In this calculation of rock-salt BiTe, the tabulated levels that come from p orbitals span about 9 eV. The s-type levels that the table reaches lie deeper, roughly 8 to 10 eV below the Fermi energy. The problem is to estimate the p levels at any k-point with a pocket calculator, and to know how far to believe the result.

OpenMX 3.8.5, PBE without spin polarisation or spin–orbit coupling, for rock-salt BiTe (two-atom cell). OpenMX 2013 PBE pseudopotentials with 15 (Bi) and 16 (Te) valence electrons, standard numerical atomic-orbital basis, Gamma-centred 7×7×7 k mesh, Fermi–Dirac smearing of 0.05 eV. Levels are relative to the Fermi energy.

```
point a (reciprocal cell vector)  point b (reciprocal cell vector)  point c (reciprocal cell vector)  level point (row)  level under 4 (eV)  level under 3 (eV)  level under 2 (eV)  level under 1 (eV)  level over 1 (eV)  level over 2 (eV)
                         -0.4286                           -0.4286                           -0.4286                  1              -1.675              -0.695              -0.527              -0.527              6.843              7.902
                         -0.4286                           -0.4286                            0.0000                  2              -9.872              -5.439              -4.022              -4.013              2.452              3.405
                         -0.4286                           -0.2857                           -0.1429                  3              -9.899              -3.983              -3.231              -2.488              0.640              1.132
                         -0.4286                           -0.2857                            0.1429                  4             -10.344              -5.200              -4.431              -2.912              1.312              3.170
                         -0.2857                           -0.2857                           -0.1429                  5              -3.101              -3.044              -2.032              -0.018              1.782              1.829
                         -0.2857                           -0.1429                           -0.1429                  6              -9.117              -3.303              -2.038              -1.763              0.081              0.182
                          0.0000                            0.0000                            0.0000                  7              -8.106              -2.591              -2.591              -2.573              2.102              2.102
```

Each row is one k-point, with coordinates point a, point b and point c. Energies are counted from the Fermi energy. Level under 1 is the nearest level below the Fermi energy, level over 1 the nearest above it. A column does not follow one band, because the number of p levels below the Fermi energy changes from point to point.

**(a) How many p levels does a k-point have, what sets their spacing, and where do they sit relative to the Fermi energy?**

*Solution.* The cell holds one Bi and one Te atom with three p orbitals each, so every k-point has six p levels. Of the 31 valence electrons, 20 fill d levels and four fill s levels. Seven are left for p levels that could hold twelve. The p levels are thus a little more than half full, and if they spread about evenly around their centre, it lies somewhat below the Fermi energy. With one electron fewer, as in lead telluride, they would be exactly half full.

The spacing comes from coupling between neighbours. Each atom has six neighbours of the other kind along the cubic axes, and of the p orbitals next door, a p orbital couples to the one of the same direction. Along its own axis the two meet head-on, which is strong. Along the other two axes they meet sideways, which is weaker and has the opposite sign: orbitals in step are antibonding head-on but bonding sideways.

The k-point decides how these contributions add. Let $c_x$ be the cosine of the phase by which the electron wave advances from one atom to its neighbour along $x$, and likewise for $y$ and $z$. A cosine of 1 means neighbours in step, $-1$ means opposite signs, and 0 means that the two neighbours on that axis cancel. If the p orbitals of Bi and Te are taken to have equal energy, each direction gives one bonding and one antibonding level, placed evenly about the centre:

$$E=-0.8\ \text{eV}\pm 3.5\ \text{eV}\times g_x,\qquad g_x=|c_x-0.2\,(c_y+c_z)|$$

The same holds for $y$ and $z$ with the letters exchanged. The form follows from the orbital picture; the three constants come from the table. The half-width of 3.5 eV and the sideways share of one fifth are rounded from a fit to the separation of the third and fourth p levels at all seven points. The centre is the rounded average of those two levels.

The minus sign matters. At the zone centre (level point 7) all neighbours are in step, so sideways coupling works against head-on coupling and $g$ is only 0.6. At level point 2 the wave nearly alternates along $z$ but stays in step along $x$ and $y$. Both couplings then help each other for the $z$ orbital, and $g_z$ rises to 1.3. The calculation agrees: the lowest p level drops from $-2.6$ eV at point 7 to $-5.4$ eV at point 2.

**(b) Estimate the p levels at level points 4 and 5.**

*Solution.* The phases follow from the coordinates: $\theta_x=180^\circ(b+c-a)$, $\theta_y=180^\circ(a+c-b)$ and $\theta_z=180^\circ(a+b-c)$. For level point 4 this gives

$$\theta_x=180^\circ(-0.2857+0.1429+0.4286)=51^\circ$$
$$\theta_y=180^\circ(-0.4286+0.1429+0.2857)=0^\circ$$
$$\theta_z=180^\circ(-0.4286-0.2857-0.1429)=-154^\circ$$

The cosines are 0.623, 1 and $-0.901$, and the coupling strengths become

$$g_x=|0.623-0.2\,(1-0.901)|=0.60$$
$$g_y=|1-0.2\,(0.623-0.901)|=1.06$$
$$g_z=|-0.901-0.2\,(0.623+1)|=1.23$$

Multiplied by 3.5 eV, these are shifts of 2.1, 3.7 and 4.3 eV to either side of $-0.8$ eV:

$$E_x=-2.9,\ 1.3\ \text{eV};\quad E_y=-4.5,\ 2.9\ \text{eV};\quad E_z=-5.1,\ 3.5\ \text{eV}$$

The three lower levels agree with the calculation to about 0.1 eV. Of the upper ones, the first is met as closely, the second is computed at 3.17 eV instead of 2.9 eV, and the third lies outside the table. Agreement this close is better than the rule usually gives.

Level point 5 is harder. Its cosines are 0.90, 0.90 and 0.22, so the $x$ and $y$ orbitals have $g=0.68$ and give two pairs of levels, near $-3.2$ and 1.6 eV. The calculation also shows two close pairs, each within about 0.3 eV of the estimate. For the $z$ orbital, however, the head-on part is small and the sideways part, of opposite sign, is somewhat larger, so that little is left:

$$g_z=|0.22-0.2\,(0.90+0.90)|=0.14$$

The rule therefore puts the two $z$ levels only 1.0 eV apart, at $-1.3$ and $-0.3$ eV. The calculation has them 2.0 eV apart, at $-2.03$ and $-0.02$ eV. When the two contributions largely cancel, whatever the rule leaves out weighs heavily in the result. One such thing is the coupling to the neighbours' s orbitals: it follows the sine of the phase, so it is largest where the cosine vanishes. Both worked points took part in the fit, through their third and fourth p levels.

**(c) How accurate is the rule over the table, and where does it stop?**

*Solution.* Estimated and computed levels are compared here in order of energy. The 14 levels used to set the constants are met with a root-mean-square miss of 0.36 eV. The other 21 p levels, at the same k-points, are met to 0.32 eV. Against a spread of about 9 eV, that is enough for the broad layout of the levels, but not for their detailed order. The p label itself is inferred from the electron count and the large jumps in energy. The printed output after this text gives the estimate for each level.

Sideways coupling earns its place. With head-on coupling alone, the separation of the third and fourth p levels is missed by 1.2 eV; with both it is missed by 0.4 eV. Seven points fix the constants only loosely, though. If each point in turn is left out of the fit and then predicted, the miss nearly doubles to 0.8 eV, which is the fairer guide for a separation at a new k-point.

The largest single error is at the zone centre, where the upper p levels are computed at 2.1 eV and estimated at 1.3 eV. The lower ones also lie above their estimate, by 0.3 eV. Coupling between atoms of the same kind, which the rule ignores, could raise both sets together, but this has not been tested here.

Level point 2 shows a failure that a comparison in order of energy hides. The $x$ and $y$ directions are equivalent there, so their levels must come in equal pairs. The rule puts the upper pair at 2.6 eV and the $z$ level above it, at 3.8 eV. The calculation has a single level at 2.5 eV and the next one at 3.4 eV, so the lower of these cannot belong to the pair. Either the order is reversed or a level of another kind has come in. The fit took this single level as the fourth p level, so the small miss there is partly luck.

The obvious repair for level point 5 is to admit that Bi and Te have different p energies, which keeps bonding and antibonding levels apart even when the coupling vanishes. In the simplest version this adds one constant in quadrature to the separation. Point 5 would need 1.8 eV for it. Level point 6 speaks against simply adding it: there the rule already puts the two inner pairs of levels 2.1 eV apart, and they are computed about 2.0 eV apart on average. Level point 1 cannot decide the matter, because its two lowest p levels lie outside the table. The p energies of Bi and Te may well differ, but with the other constants unchanged the extra one helps at some points, the zone centre among them, and hurts at others. A fit of all four constants together has not been tried, so the rule is left simple here and should be distrusted where $g$ is small.

The rule also tells where a fourth p level slips below the Fermi energy: wherever the smallest $g$ is under $0.8/3.5\approx0.23$. This picks out level points 1 and 5, as in the calculation. At these two and at point 6, however, the estimated level lies closer to the Fermi energy than the rule's typical error. At point 5 even the computed level, at $-0.018$ eV, is too close to zero for its side to be certain.

Spin–orbit coupling, left out of the calculation, could overturn such close calls. In the 6p shell of Bi it is of the order of an electronvolt, more than the rule's typical error, so it can split levels that the rule makes equal and carry others across the Fermi energy. The rule also relies on six equal neighbours at right angles. BiTe under ordinary conditions is layered, and there the three directions no longer separate so cleanly. Finally, the rule covers p levels only: the s levels, and the levels at 6.8 and 7.9 eV at point 1, lie outside it.

Output of the analysis:

```
fit of sep on 7 rows: coefficient of ((abs(cx-s*(cy+cz))+abs(cy-s*(cx+cz))-abs(abs(cx-s*(cy+cz))-abs(cy-s*(cx+cz))))/2+abs(cz-s*(cx+cy))-abs((abs(cx-s*(cy+cz))+abs(cy-s*(cx+cz))-abs(abs(cx-s*(cy+cz))-abs(cy-s*(cx+cz))))/2-abs(cz-s*(cx+cy))))/2 7.106 +/- 0.37, s 0.2217; rms 0.439, worst -0.2857 -0.759, leave-one-out rms 0.805
Cosines, coupling strengths g, computed p4-p3 and its centre (eV):
      row  row   cos_x   cos_y    cos_z  g_weak  g_middle  g_strong  p4-p3   centre
  -0.4286    1  0.2224  0.2224   0.2224  0.1335    0.1335    0.1335   0.98   -1.185
  -0.4286    2       1       1   -0.901  0.9802    0.9802     1.301  6.465  -0.7805
  -0.4286    3       1  0.6233  -0.2224  0.4678    0.5471    0.9198  3.128   -0.924
  -0.4286    4  0.6233       1   -0.901  0.6035     1.056     1.226  4.224     -0.8
  -0.2857    5  0.9009  0.9009   0.2227  0.1376    0.6762    0.6762  2.014   -1.025
  -0.2857    6       1  0.6235   0.6235  0.2988    0.2988    0.7506  1.844   -0.841
      0.0    7       1       1        1     0.6       0.6       0.6  4.675  -0.2355
Hand estimates and misses, estimate less computed (eV):
      row  row    est1    est2    est3     est4     est5     est6     miss1     miss2       miss3      miss4     miss5
  -0.4286    1  -1.267  -1.267  -1.267  -0.3329  -0.3329  -0.3329       n/a       n/a      0.4079     0.3621    0.1941
  -0.4286    2  -5.354  -4.231  -4.231    2.631    2.631    3.754   0.08534   -0.2087     -0.2177     0.1787   -0.7743
  -0.4286    3  -4.019  -2.715  -2.437   0.8372    1.115    2.419  -0.03641    0.5162     0.05082     0.1972  -0.01719
  -0.4286    4   -5.09  -4.494  -2.912    1.312    2.894     3.49      0.11  -0.06344  -0.0002101  0.0002101   -0.2756
  -0.2857    5  -3.167  -3.167  -1.282  -0.3183    1.567    1.567  -0.06563   -0.1226      0.7503    -0.3003   -0.2154
  -0.2857    6  -3.427  -1.846  -1.846   0.2459   0.2459    1.827   -0.1241    0.1921    -0.08287     0.1649   0.06387
      0.0    7    -2.9    -2.9    -2.9      1.3      1.3      1.3    -0.309    -0.309      -0.327     -0.802    -0.802
Mean centre of p3 and p4 over the rows (eV): -0.8273
Rms miss of p4-p3 with head-on coupling alone, one fitted constant (eV): 1.212
Rms miss of the hand rule, 14 levels p3 and p4 (eV): 0.3641
Rms miss of the hand rule, 21 other p levels not fitted (eV): 0.3171
Strength g below which the rule puts p4 under the Fermi energy: 0.2286
Miss of p6 in row 1 (eV): 0.1941
Miss of p6 in row 5 (eV): -0.2624
Constant in quadrature that row 1 would need (eV): 0.296
Constant in quadrature that row 5 would need (eV): 1.769
```
